**Q:** I want the atomization energy of triplet SiH₂, the energy needed to pull it apart into one silicon and two hydrogen atoms. There are dozens of levels to choose from. How do I judge them?

Triplet SiH₂ (charge 0) and its atomization energy at the levels listed, computed with Ansatz 0.2.0 in the cc-pV(T+d)Z basis. The geometry is optimized with MP2(full)/6-31G*. Correlation treatments keep the neon core of silicon frozen, and relativity is not included.

```csv
level,computed less measured atomization energy (kJ/mol),rough wall time (s)
RHF,-97.00,n/a
UHF,-103.00,0.2
RMP2,-15.20,n/a
UMP2,-14.70,n/a
RCCSD,-4.50,n/a
UCCSD,-4.80,n/a
RCCSD(T),-3.10,n/a
UCCSD(T),-3.10,n/a
BCCD(T),-3.10,2
RCCSDT,-3.00,n/a
UCCSDT,-3.00,n/a
CISDTQ,-3.20,5
RCCSDT(Q),-3.00,2
UCCSDT(Q),-3.00,2
RCCSDTQ,-3.00,20
CASSCF valence,-53.00,n/a
NEVPT2 valence,-30.10,1
MRCISD valence,-8.30,n/a
MRCISD+Q valence,-7.80,2
MRCISD+Q(relaxed) valence,-5.00,2
FCI,-3.00,20
SPW92,67.80,0.4
PBE,4.70,0.6
BLYP,-0.20,0.6
revPBE,-1.80,0.6
r2SCAN,30.50,n/a
B97M-V,21.60,2
PBE0,6.70,n/a
B3LYP,10.20,0.6
r2SCANh,28.70,1
r2SCAN0,26.30,1
BHLYP,5.80,0.7
CAM-B3LYP,11.50,0.7
wB97X-V,9.30,2
wB97M-V,1.90,n/a
HSE06,7.00,0.8
B2PLYP,2.20,0.8
PBE-QIDH,5.30,0.8
RPA-PBE,-24.50,0.7
```

**A:** Use two yardsticks. The column "computed less measured atomization energy" compares with experiment, and a negative entry means that the computed molecule is bound too weakly. The other yardstick is the row FCI, full configuration interaction, which treats the valence electrons exactly within the chosen basis. The distance of a wave-function method from FCI is the fault of that method alone.

Keep the electronic state in mind as well. The triplet is an excited state of SiH₂, and the singlet ground state lies lower by roughly 0.9 eV, a recalled value. A reaction energy of ground-state SiH₂ needs the singlet.

**Q:** Hartree–Fock loses about a fifth of the binding. Why so much?

**A:** In Hartree–Fock each electron feels only the average field of the others. Real electrons also dodge one another, and the energy gained in this way is the correlation energy. Start from the simplest limit: a hydrogen atom has one electron, nothing to dodge, and no correlation energy. What correlation adds to the atomization energy is therefore the correlation energy of the molecule less that of the silicon atom.

Now count close pairs, meaning two electrons of opposite spin in the same orbital. The silicon atom has one such pair in its valence shell, in 3s, and two 3p electrons with parallel spins. Triplet SiH₂ has two pairs, which hold the Si–H bonds, and again two unpaired electrons. Forming the molecule creates one new close pair, and Hartree–Fock misses what that pair gains by correlation.

**Q:** Can I put a number on one pair?

**A:** Take it from H₂, which has exactly one pair and breaks up into atoms without any. Its correlation energy is roughly 0.041 hartree, a recalled value, or about 108 kJ/mol. The number of pairs rises from one to two, so the estimate for SiH₂ is 1 × 108 kJ/mol. The computed gain from UHF to UCCSDT(Q), a coupled-cluster level that gives the same atomization energy as FCI here, is 100 kJ/mol.

The letter U means that up-spin and down-spin electrons have separate orbitals, while R means that paired electrons share one. From the restricted start the gain is 97.0 − 3.0 = 94 kJ/mol, so the estimate is good to about 15 percent. It ignores the correlation between different pairs, and it treats a pair in an Si–H bond like a pair in H₂. It also holds for the difference only. The silicon atom, with its one close pair, already has about 204 kJ/mol of correlation energy and the molecule has 304, far more than one and two pairs as in H₂, and most of this excess cancels. So the estimate gives the size of the Hartree–Fock error but can't choose between better methods.

**Q:** Then let's take a better one. What does MP2 do?

**A:** MP2 is second-order perturbation theory. It lets each pair of electrons respond to its own repulsion once, without letting the pairs adjust to each other's response. For the molecule, UMP2 misses 68.5 kJ/mol of the correlation energy that UCCSDT(Q) finds. Yet its atomization energy falls short of that level by only 11.7 kJ/mol.

**Q:** Where did the rest go?

**A:** Into the silicon atom. Subtracting the two numbers shows that UMP2 misses about 57 kJ/mol there too, and this part cancels when the atom is compared with the molecule. An atomization energy feels only the difference between two errors.

A second limiting case shows how good the cancellation is. Suppose that MP2 missed the same share of the correlation energy everywhere. In the molecule that share is 68.5/304.3, or 23 percent, and 23 percent of the gain on bonding would be about 23 kJ/mol. The actual shortfall is half as large, so MP2 describes what is new in the molecule better than it describes what the atom already had.

**Q:** Is an error of 12 kJ/mol acceptable?

**A:** That depends on the purpose. An energy error enters an equilibrium constant through an exponential, divided by RT, which is about 2.5 kJ/mol at room temperature. If the whole UMP2 shortfall entered a reaction energy, the constant would be wrong by a factor of about 110. For a first look at whether a bond is strong or weak, MP2 will do; for an equilibrium it won't.

**Q:** So I move to coupled cluster. Which step matters?

**A:** CCSD lets the pairs adjust to one another until nothing changes, and UCCSD comes within 1.8 kJ/mol of UCCSDT(Q). That is still a factor of two in a room-temperature equilibrium constant. What CCSD leaves out is chiefly the joint motion of three electrons. The (T) in CCSD(T) adds this by perturbation theory, and the shortfall drops to 0.1 kJ/mol, the last printed digit.

The cancellation is at work here too. In the molecule, UCCSD(T) still misses 2.3 kJ/mol of correlation energy, nearly all of which it also misses in the silicon atom. You may trust its energy differences further than its total energies.

**Q:** Should I start from RHF or UHF? UHF gives the lower energy but the worse atomization energy.

**A:** That's the same bookkeeping. Separate orbitals for the two spins lower the molecule by about 5 kJ/mol. The atomization energy nevertheless falls by 6, so the separated atoms must gain about 11. A hydrogen atom gains nothing from this freedom, so the gain belongs to silicon, where two unpaired 3p electrons act differently on the two electrons in 3s.

The choice of start also gives you a useful test. The two starts differ by 6 kJ/mol in Hartree–Fock, by 0.5 in MP2 and by 0.3 in CCSD, and they agree in CCSD(T). A method that has recovered nearly all the correlation no longer remembers where it began. If the two starts disagree at CCSD(T) in another molecule, look more closely before you trust either.

**Q:** Why not go on to CCSDTQ or FCI and be safe?

**A:** Because they hardly bring you closer to experiment. CCSDT, CCSDT(Q), CCSDTQ and FCI all stay 3.0 kJ/mol below the measured value. No better treatment of the valence electrons in this basis can remove that. What remains comes from the finite basis, the frozen core, relativity and the measured value itself.

Theory makes the basis a natural suspect. A finite set of orbitals describes two electrons at close approach poorly, and the molecule has one close pair more than the atoms, so it loses more. The calculation also leaves out spin–orbit coupling, which lowers the free silicon atom and weakens the real binding by roughly 1.8 kJ/mol, a recalled value. With it, the shortfall would grow to about 4.8 kJ/mol.

**Q:** So a larger basis should bring me onto the measured value?

**A:** It should bring you closer to the exact answer, which is not quite the same thing. The heat of formation of the silicon atom enters the measured value, and widely used tables give it an uncertainty of roughly 8 kJ/mol, a recalled figure. Agreement within that margin can't tell you which of two methods is better. To compare wave-function methods, use FCI in the same basis.

**Q:** And what do the levels cost?

**A:** For this molecule, very little: a CCSD(T)-type run took about 2 s, and CCSDTQ and FCI about 20 s each, all rough times. But only six electrons are correlated here, so look at the growth with size. Doubling the system multiplies the work of CCSD(T) by about 130 and that of CCSDTQ by about 1000. The number of determinants in FCI rises by ten powers of ten, so FCI serves to check small molecules and CCSD(T) to do the work.

**Q:** BLYP misses the measured value by only 0.2 kJ/mol, in less than a second. Why bother with coupled cluster?

**A:** Because its 0.2 lies far inside the uncertainty of the measured value, and errors of the functional may cancel against those of the basis. So close a hit says little about the functional. If you replace half of its exchange by exact exchange, which gives BHLYP, the result moves up by 6 kJ/mol. That is still inside the uncertainty, so the measured value can't rank the two.

**Q:** Then is it at least safer to climb to the more elaborate functionals?

**A:** Only the first step is clear. SPW92, the local density approximation, overbinds by 68 kJ/mol. It treats each point as part of a uniform electron gas. The likely reason for the overbinding, which these runs don't test, is that this is a worse picture of a free atom than of a molecule, so the atoms come out too high. PBE also uses the gradient of the density, and this cuts the error to 4.7 kJ/mol.

Above that step the order is lost. r2SCAN is more elaborate than PBE, yet it overbinds by 30.5 kJ/mol. Adding exact exchange, as in r2SCAN0, takes away only about 4 of these, so a quarter of exact exchange doesn't cure the fault, and its cause remains open. Coupled cluster and configuration interaction reach FCI once all excitations are included, and functionals have no such limit that you could approach by adding ingredients.

**Q:** Triplets have open shells. Would a multireference method be the careful choice?

**A:** Not for this one. Two unpaired electrons with parallel spins fit into a single determinant, and in the coupled-cluster wave function the largest double excitation has an amplitude of only about 0.05. NEVPT2, which applies perturbation theory to a wave function of several determinants, ends up 27 kJ/mol below FCI. Plain RMP2 is only 12 below.

These runs don't show why. One possible cause is that the active orbitals chosen for the molecule and for the separate atoms don't match, so that the errors don't cancel. Another is that second-order perturbation theory itself serves the molecule less well than the atom. A third is that CASSCF, which supplies the starting wave function, can end on a higher solution in these runs; if that happened for the molecule, the shortfall would say little about NEVPT2 itself. You can test the first by pulling the hydrogen atoms far away within one calculation, keeping the same active orbitals, and taking that energy as the zero. If the shortfall stays, a mismatch isn't the cause.

**Q:** What if my real molecule is too large for CCSD(T)?

**A:** Then use a functional, but don't pick it from this one molecule. Of the 17 functionals here, leaving RPA aside, nine lie within 8 kJ/mol of the measured value, and they range from simple gradient functionals to double hybrids. Cut out a small relative of your molecule with the same kind of bond, compute the energy you need with CCSD(T) in a basis so large that a still larger one hardly changes the result, and see which functionals reproduce it. The error you find there is the one to hold against the accuracy you need.
